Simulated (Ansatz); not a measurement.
Ligand exchange: GeH3Br + Zn(CH3)Br → GeH3(CH3) + ZnBr2

Species: GeH3Br `[GeH3][Br]`, singlet; Zn(CH3)Br, singlet; GeH3(CH3) (methyl germane), singlet; ZnBr2 `[Br][Zn][Br]`, singlet. The partners trade Br for CH3: Ge–Br and Zn–CH3 bonds give way to Ge–CH3 and Zn–Br.

Shapes, held fixed at every level: PBE0-D4/def2-TZVP. Programs: Ansatz 0.2.0. The zero-point and thermal change to 298 K, harmonic and unscaled (PBE0-D4/def2-TZVP), is +2.7 kJ/mol.

```tsv
level	kind	ΔH(298 K) (kJ/mol)	CPU time (sum over the molecules)
HF/def2-SVP	Hartree–Fock	-78.2	–
r2SCAN-D4/def2-TZVPP	meta-GGA	-49.1	36 s
B3LYP-D4/def2-TZVPP	global hybrid	-48.8	36 s
BHLYP-D4/def2-TZVPP	global hybrid	-59.1	24 s
PBE0-D4/def2-TZVPP	global hybrid	-51.1	24 s
wB97X-V/def2-TZVPP	range-separated hybrid	-53.2	59 s
wB97M-V/def2-TZVPP	range-separated hybrid	-50.7	85 s
```

wB97M-V/def2-TZVPP gives ΔH(298 K) = -50.7 kJ/mol; the levels span -78.2 to -48.8. The median of the levels is -51.1. No measured value is set beside it here. Relativity is left out for Br, Ge, Zn. Times are processor times on shared x86 and Arm servers, and rough.

Every level makes methyl transfer from zinc to germanium exothermic, and the small thermal correction shows that the driving force is electronic. The number and broad type of bonds are conserved, so the enthalpy reflects how well the partners match. Zinc is the more electropositive metal and gains more from a strongly polar bond to bromine, while germanium, closer to carbon in electronegativity, forms a robust covalent bond to methyl. Exchange therefore replaces the comparatively weak, polarised Zn–C bond and places the halide on the more electropositive metal. This is the usual thermodynamic basis for alkylating germanium halides with organozinc reagents.

The density functionals agree on a substantial exothermicity, with BHLYP somewhat apart; the much more negative Hartree–Fock value probably reflects missing correlation together with the smaller basis. The sign is thus secure across the methods tested, whereas a fine ranking of the functionals is not. The result concerns isolated molecules, and donor solvents or halide bridging could shift the balance by stabilising the two zinc species unequally.
